Tungsten diselenide is built of layers. In each layer a sheet of tungsten atoms lies between two sheets of selenium, held by strong bonds, while neighbouring layers meet selenium to selenium and are held mainly by weak dispersion forces. The table follows the crystal from strong compression to a stretched state, with cell shape and atoms relaxed at each volume.

WSe2 (P6_3/mmc, 6 atoms in the cell; a = 3.279, c = 12.789 Å at 19.847 Å³ per atom), computed with Ansatz 0.2.0: PBE with D3(BJ) dispersion, scalar-relativistic plane-wave PAW, no spin polarisation, cutoff 420 eV, k mesh 9×9×2. Cell shape and atoms are relaxed at each volume; energies are counted from the minimum of a third-order Birch-Murnaghan fit.

```
volume per atom (Å³/atom)  energy over minimum (meV/atom)  pressure (GPa)  band gap on mesh (eV)
                   17.465                            68.1           11.09                  0.611
                   18.060                            34.4            7.18                  0.713
                   18.656                            13.7            4.12                  0.812
                   19.251                             3.0            1.75                  0.905
                   19.847                            -0.1           -0.01                  0.997
                   20.442                             2.3           -1.22                  1.091
                   21.037                             8.4           -1.98                  1.187
                   21.831                            19.6           -2.47                  1.317
```

V is the volume per atom, E the energy over minimum, P the pressure and E_g the band gap on mesh. A negative pressure means that the crystal is held stretched. The last three rows are such states, which no press can reach but which show how the bonds let go. The relaxations keep the symmetry of the starting cell, so all the spaces between layers open alike; a less symmetric arrangement of lower energy, with one space opening more than the next, would not have been found.

(a) The energy rises faster when the crystal is squeezed than when it is stretched. What does this reveal about the bonds that give way?

Solution. Taking 9 % off the volume, from 19.847 to 18.060 Å³ per atom, brings the energy to 34.4 meV per atom above the minimum. Adding 10 % brings it only to 19.6 meV. The pressure, which is the downward slope of the energy against volume, tells the same story. One step of about 0.6 Å³ changes it by 11.09 − 7.18 = 3.91 GPa at the compressed end, but the same step from 20.442 to 21.037 Å³ changes it by less than 1 GPa.

The resistance to a change of volume is measured by the bulk modulus,

B = −V dP/dV.

Taken from neighbouring rows, B falls from about 117 GPa in the most compressed step to about 13 GPa in the most stretched one. The crystal is thus about nine times softer at one end of the table than at the other. A compact solid with a single kind of strong bond changes far less over such a range.

The reason lies in the two kinds of contact. A stack of steel plates with thin rubber sheets between them behaves alike under a load: the rubber yields first, and it stiffens as it is pressed thin. In the crystal the space between the layers plays the part of the rubber. The comparison covers only the order in which the parts yield under pressure, for rubber does not lose its hold with distance as the dispersion attraction does.

When the layers approach, the closed electron shells of facing selenium atoms begin to overlap. The repulsion that results grows steeply, roughly exponentially, so each further step is harder than the last. The tungsten–selenium bonds then have to take up a growing share of the compression. On stretching, the repulsion dies away quickly and the weak attraction that remains offers little resistance.

The shape of the cell points the same way. In the relaxed cells the ratio of the height c to the in-plane edge a falls from 3.90 at 19.847 Å³ to 3.76 at the smallest volume. The crystal loses height faster than width, as it should if the space between the layers closes first. The layers are not rigid plates, however. At the smallest volume c is about 6 % and a about 3 % shorter than at rest, and since a enters the volume twice, shrinking within the layers supplies nearly half of the volume lost. Its share grows on the way: in the first step of compression from rest c shortens, in per cent, about three times as much as a, in the last only about one and a half times as much.

A third-order Birch-Murnaghan curve through the energies of the eight rows puts these facts into three constants: the volume at rest, 19.86 Å³ per atom, the bulk modulus there, B₀ = 47 GPa, and its rise with pressure, B₀′ = 10.5. Compact solids often have a B₀′ near 4. With that value and the same B₀, the pressure at the smallest volume would be 7.9 GPa instead of 11.1 GPa. So high a value carries a warning in the calculation as unusual, and a fitted constant of this kind depends on the form of the curve. The pressures in the table, however, come from the computed stress and not from the fit. They show the same stiffening, and the curve reproduces them to about 0.2 GPa. The high B₀′ can therefore be read as the mark of a soft contact that stiffens as it closes.

The small negative energy at 19.847 Å³ belongs to this curve and not to the crystal. Energies are counted from the minimum of the fitted curve, and the computed point lies 0.1 meV below it, within the scatter of the fit.

(b) The gap shrinks whenever the volume shrinks. Which electrons are responsible?

Solution. The gap is the distance between the highest filled and the lowest empty state. In the four compressed rows the highest filled state lies at Γ, the centre of the Brillouin zone, and the lowest empty one lies near a point called Q, about halfway from Γ to the zone corner K. The gap is therefore indirect: its two edges belong to electron waves of different wavelength and direction. They also differ in how much they feel the next layer.

The filled state at Γ is made largely of tungsten d orbitals and selenium p orbitals that point out of the layer. Where two layers face each other, these orbitals overlap across the space between them. Two equal states that overlap split into a lower and a higher combination, just as two atomic orbitals do in a molecule. Both combinations are filled here, and the higher one becomes the top of the valence band.

Closer layers mean more overlap, a wider splitting and a higher valence edge. The empty states near Q also have some selenium character, and their lower combination is pushed down. Both shifts narrow the gap. This is the established picture for crystals of this family; the table agrees with it but does not isolate it, because compression shortens the in-plane distances as well.

The smallest direct gap, between states of the same wave vector, does not test the picture. It is 1.254, 1.439 and 1.615 eV in the three most compressed rows, rising nearly twice as fast as the indirect gap, and then 1.609 eV at 19.251 Å³. A steady rise that stops so abruptly suggests that the smallest direct gap passes to another wave vector between these last two rows, so their difference of about 6 meV probably compares two different transitions. Where each lies is not recorded. A likely place for the second is K, where the edge states are made mostly of tungsten orbitals buried inside the layer.

Spin-orbit coupling, which the calculation leaves out, matters at this point. It splits the valence states at K by nearly half an electronvolt and so lifts the upper one, which may then overtake the state at Γ. The gap would then depend less on the spacing of the layers, since its upper valence state would hardly feel it. The slopes in this table are read here as those for a valence edge at Γ, which is recorded only for the four compressed rows.

The absolute gaps need care as well. The k mesh steps over the lowest empty state at Q, and a run with a denser in-plane mesh, relaxed to the same near-zero pressure, gave a gap lower by about 0.1 eV. The 9×9 mesh in the plane is also odd, and an odd mesh can miss points on the edge of the zone. The denser mesh, 12×12, is even and still places the band edges at Γ and near Q, but this was checked only for the crystal at rest. The PBE functional, for its part, tends to make gaps too small. The rise from 0.611 to 1.317 eV along the table is several times the mesh error, so the trend is safer than any single value.

(c) How much gap does one gigapascal cost, and why does the answer depend on the state from which one starts?

Solution. Pressure acts on the gap through the volume. The definition of B gives dV/dP = −V/B, and hence

dE_g/dP = −(dE_g/dV) · V/B.

The first factor tells how strongly the electrons respond to a change of volume, the second how much volume a given pressure removes. Between neighbouring rows the first factor stays between 154 and 171 meV per Å³. Nearly all of the variation must therefore come from the second.

For the crystal at rest the estimate runs as follows. A straight line of E_g against V, fitted by least squares to the five rows below 20 Å³, has a slope of 0.162 eV per Å³. With V = 19.86 Å³ and B₀ = 47 GPa from part (a),

dE_g/dP ≈ −0.162 × 19.86 / 47 ≈ −0.068 eV per GPa.

The steps on either side of the row at 19.847 Å³ give losses of 52 and 78 meV per GPa, and the estimate falls between them. Both rows and estimate rest on the same calculation, so the agreement shows that the reasoning is consistent, not that nature follows it.

Away from rest the cost changes greatly. In the most compressed step a gigapascal takes 26 meV from the gap, in the most stretched one 265 meV, about ten times as much. The electrons are no more sensitive to volume in the stretched crystal. The same change of pressure simply changes the volume much more, because little is left to resist it.

These figures apply to the bulk crystal under equal pressure from all sides and with the valence edge at Γ; a single layer has no neighbour to couple to. They also hold for zero temperature and leave out zero-point motion. Both warmth and zero-point motion would probably widen the soft contact a little, and so change the loss per gigapascal near rest.

The stretched rows test whether volume really is the better guide. They took no part in fitting the line, yet it predicts their gaps to about 6 meV. That closeness holds for gaps on this mesh, whose error of about 0.1 eV is known only at rest, and the band edges of these rows are not recorded. A straight line in pressure, fitted to the same five rows, puts the gap at the largest volume 0.26 eV too low. It carries the stiffness of the compressed crystal into a region where the crystal has gone soft.

Why the gap should run so nearly straight with volume is less certain. Overlap between layers fades with distance, so each further bit of separation should matter less. But as the crystal softens, a growing part of each volume step probably goes into separating the layers, and the two effects may offset each other. The offset would have to be more than complete in the stretched rows, where the slope rises slightly, from 158 to 164 meV per Å³, although fading overlap alone would make it fall. The picture of overlapping layers does not by itself explain this. The line has to bend in the end, because layers pulled far apart no longer interact and the gap must settle at that of a single layer.

For a related layered semiconductor, two questions then give a first guess. Do the orbitals at the band edges point towards the next layer? If so, closing the layers should change the gap. Is the contact between the layers much softer than the bonds within them? If so, the effect per gigapascal should be greatest at low pressure and fade as the contact stiffens.
